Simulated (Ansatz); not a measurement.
# TiSb2: the change of energy above lowest point with volume scale

All results are calculated (Ansatz 0.2.0). Free energy against uniform scaling of the volume at fixed shape and fractions; periodic cell, basis, potentials, k mesh and filling as listed.

The cell before it is scaled or strained (space group I4/mcm, No. 140):
```
TiSb2
1.0
     -3.3411     3.3411     2.9187
      3.3411    -3.3411     2.9187
      3.3411     3.3411    -2.9187
Ti Sb
2 4
Direct
  0.25000 0.25000 0.00000
  0.75000 0.75000 0.00000
  0.65156 0.15156 0.80312
  0.15156 0.34844 0.50000
  0.34844 0.84844 0.19688
  0.84844 0.65156 0.50000
```

Settings of every row: functional LDA; dispersion none; accuracy low; potentials PAW; wave cutoff 500 eV; density cutoff 2000 eV; k mesh 6x6x6; k shift 0x0x0; occupations fermi dirac; smearing width 0.02 eV; spin none.

Limits: coarse k mesh, up to 40 meV an atom off; loose SCF threshold.

| row | volume scale | V (Å³/atom) | energy above lowest point (meV/atom) |
| --- | --- | --- | --- |
| 1 | 0.9406 | 20.431 | 0 |
| 2 | 0.9703 | 21.076 | 5 |
| 3 | 1 | 21.721 | 21.4 |
| 4 | 1.0297 | 22.366 | ? |
| 5 | 1.0594 | 23.011 | 81.9 |

Question: what energy above lowest point should row 4 give?

Worked fit of energy above lowest point. Take u = (V_r/V)^(2/3) − 1 with V_r = 21.398 Å³ an atom, which is twice the finite (Eulerian) strain; such expansions in the strain, on which the Birch-Murnaghan equation of state is built, carry the rest volume and the bulk modulus. The shown rows have u = 0.03131, 0.01016, -0.00994, -0.04729. Least squares give energy above lowest point = 11.88 − 818.1 × u + 14012 × u² meV/atom; a straight line predicts inner rows, each left out in turn, worse (root mean square 14 against 0.02 meV/atom). All shown rows lie on it to the printed digit. Its lowest point lies at u = 0.0292, or V = 20.49 Å³ an atom, and the curvature there gives the bulk modulus at fixed shape and fractions, B = (4/9)(1 + u)² E″(u)/V = 103 GPa. Letting shape and atoms relax would as a rule lower it, by much in layered, chain or molecular crystals. The withheld row has u = -0.02907, so the fit gives 11.88 − 818.1 × (-0.02907) + 14012 × (-0.02907)² = 47.5 meV/atom.

The calculation gave 47.6 meV/atom. The fit lies 0.1 meV/atom (0.12 % of the column's range) below it, one unit of the last digit.
